A crystal cell of grey tin holds two atoms and therefore eight valence electrons. Consider the electron waves that repeat identically in every cell, the point called Γ. Two s-like levels lie lowest there and take four electrons. The other four enter a threefold p-like level with room for six. Symmetry keeps its three members at one energy, so the highest filled and the lowest empty state coincide and there is no gap.

This counting rests on an order of levels that tin does not share with its lighter relatives. In silicon and germanium the upper s-like level lies above the p-like one, which then receives six electrons, is full, and leaves a gap. In tin the heavy nucleus pulls s electrons down, and the long, weak bonds push the upper s-like level up less strongly. Spin–orbit coupling, absent from these calculations, would split the p-like level but leave its upper part half filled, so the touching would survive.

Grey tin (space group Fd-3m, two-atom primitive cell) by density-functional, tight-binding and semi-empirical methods, without spin polarization or spin–orbit coupling. Band gaps are for the cell relaxed with r2SCAN, with overlapping bands given as zero; volumes come from each method's own relaxation or energy curve, and bulk moduli are at fixed cell shape.

```csv
name,kind,band gap (eV),volume per atom (Å³),bulk modulus (GPa),atoms computed
PBE coarse-settings,low cutoff and mesh,0.000,n/a,n/a,2
PBE,semilocal,0.000,36.90,36.00,2
GFN1-xTB tblite,tight binding,0.000,34.69,59.00,64
PBE sz-orbitals,small basis,0.000,n/a,n/a,2
GFN2-xTB tblite,tight binding,0.000,34.06,42.00,64
r2SCAN,semilocal,0.000,35.43,42.40,2
PBE SZV,small basis,0.000,36.60,42.10,2
PBE DZVP,small basis,0.000,37.38,34.70,2
PM7,semi-empirical,3.518,n/a,n/a,64
```

Eight of the nine rows have a band gap of zero, from crude tight binding to r2SCAN. That agreement is weak evidence of quality, because any method that puts the levels in tin's order and keeps the symmetry of the crystal must find the touching. The zero even covers different electronic structures. In the PBE calculation a valley of the empty band, at the zone-boundary point L, dips 0.16 eV below the touching point; in the row named sz-orbitals it dips only 0.05 eV. In the real crystal this valley lies roughly 0.1 eV above the touching point (a recalled figure), so PBE's zero looks right while the band order behind it, on this cell and without spin–orbit coupling, is not.

PM7 breaks the pattern with a gap of 3.5 eV. Sparse sampling of the electron waves is an unlikely reason, since the two xTB methods also use 64 atoms and find no gap. They contain no Hartree–Fock exchange, however, so they cannot rule out that PM7's gap depends on the size of the model crystal. The likely cause is a known bias in the kind of gap that PM7 reports, a difference of Hartree–Fock orbital energies. In such a theory a filled orbital does not repel itself, whereas an empty one feels every electron, and the other electrons of the solid do not screen the difference. By the counting argument, if the electron density keeps the full symmetry of the crystal, a gap also means that the upper s-like level has moved above the p-like one; that PM7 has reordered tin's levels in this way is an inference, not something read from its orbitals.

Stiffness is a harder test, because no symmetry fixes it. The bulk modulus B measures how strongly a crystal resists a change of its volume V. Stretched bonds resist less, so a method that makes the cell too large should also make it too soft. The table follows this rule except for GFN2-xTB, which has the smallest cell but only a middling modulus.

To size the departures, suppose that two methods differ only by a constant pressure, as if one of them squeezed the crystal a little more. They then share one curve of modulus against volume. Its steepness is set by B′, the rise of the modulus per unit of pressure, which is roughly 4 to 5 in most solids. If B′ is constant, the curve is

B = B₀ (V₀/V)^B′,

where B₀ and V₀ are the r2SCAN values. Only the r2SCAN row enters; every other row with a volume and a modulus is a test.

For PBE the volume ratio is 35.43/36.90 = 0.960. Its fourth power is 0.85, and 0.85 × 42.4 GPa gives 36 GPa, which is the computed modulus; B′ = 5 would give about 35 GPa. PBE with DZVP, the largest of the three small basis sets, also lies within about 2 GPa of the curve. Their softness relative to r2SCAN is therefore what their larger cells alone would bring. Differences of a GPa or two deserve no further explanation, since B′ is only roughly known and the runs differ in their k meshes.

Three rows leave the curve by more than that. GFN1-xTB is 12 to 13 GPa too stiff for its volume, GFN2-xTB is 8 to 10 GPa too soft, and PBE with the small SZV basis is 5 to 6 GPa too stiff. These are departures from r2SCAN's curve, not from measurement. The comparison at equal volume also changes the verdict on two rows: GFN2-xTB and SZV both come within half a GPa of r2SCAN's modulus, but at volumes where r2SCAN itself would give something else.

For SZV the cause can be traced by changing the basis. The functional is the same in DZVP, which has more freedom to reshape the orbitals, and there most of the excess stiffness disappears. The likely mechanism is that electrons adjust the size and direction of their orbitals when the crystal is squeezed or stretched, and this adjustment lowers the energy. Orbitals of fixed shape cannot follow. If they suit the crystal best near its minimum, the energy climbs too steeply on either side. The minimum itself suffers less: the SZV volume is 2% below that of DZVP, while the modulus is 21% higher, and the smaller cell accounts for only about half of that rise.

The two xTB methods show the same separation between volume and stiffness. Their volumes differ by only 2%, yet the modulus of GFN1-xTB is 1.4 times that of GFN2-xTB. The pressures on the common r2SCAN cell confirm that the contrast belongs to the energy curves. Dividing each pressure by the logarithm of the volume ratio gives the mean stiffness between that cell and the method's own volume, about 57 GPa for GFN1-xTB and 38 GPa for GFN2-xTB. The pressures carry some numerical noise, and the check concerns consistency within each method, not agreement with nature.

Theory suggests why such methods can nearly agree on the volume and still differ widely in stiffness. The volume is where attraction and repulsion balance, a condition on the slope of the energy. The modulus depends on how quickly that balance is upset, a condition on the curvature. Both xTB methods have parameters fitted to molecules, which do not pin down the curvature for a crystal in which every atom is squeezed at once. Which of their energy terms is responsible remains open, as does any part played by the sparse sampling of electron waves in the 64-atom cells. Because the two depart from r2SCAN's curve in opposite directions, no common shift of the modulus would bring both onto it.

How well a cheap method describes the squeezing of such a crystal is therefore seen better from moduli compared at equal volume than from the gap or the volume alone. A zero gap may follow from symmetry, and a good volume tests only the slope of the energy. The printed analysis below lists the departure of each row that has a volume and a modulus from the r2SCAN curve for both values of B′.

The analysis program printed:

```
Modulus against r2SCAN carried to the same volume:
              row  volume vs r2SCAN in %  estimate B'=4 in GPa  estimate B'=5 in GPa  computed less estimate B'=4 in GPa  computed less estimate B'=5 in GPa
              PBE                  4.149                 36.04                  34.6                             -0.0367                               1.399
  GFN1-xTB tblite                 -2.089                 46.14                 47.12                               12.86                               11.88
  GFN2-xTB tblite                 -3.867                 49.64                 51.64                              -7.645                              -9.641
           r2SCAN                      0                  42.4                  42.4                                   0                                   0
          PBE SZV                  3.302                 37.23                 36.04                               4.867                               6.057
         PBE DZVP                  5.504                 34.22                 32.44                               0.479                               2.264
GFN1 modulus over GFN2 modulus, ratio: 1.405
GFN1 volume above GFN2 volume in %: 1.85
SZV modulus above plane-wave PBE in %: 16.94
SZV modulus above DZVP in %: 21.33
SZV volume against plane-wave PBE in %: -0.813
SZV modulus less r2SCAN modulus in GPa: -0.3
mean stiffness from pressure, PBE in GPa: 39.23
mean stiffness from pressure, GFN1 in GPa: 56.56
mean stiffness from pressure, GFN2 in GPa: 38.47
pressure added by coarse settings in GPa: 1.366
overlap, coarse less PBE in eV: 0.03852
overlap, PBE less sz-orbitals in eV: 0.1149
electrons left for the six places of the p-like level: 4
```
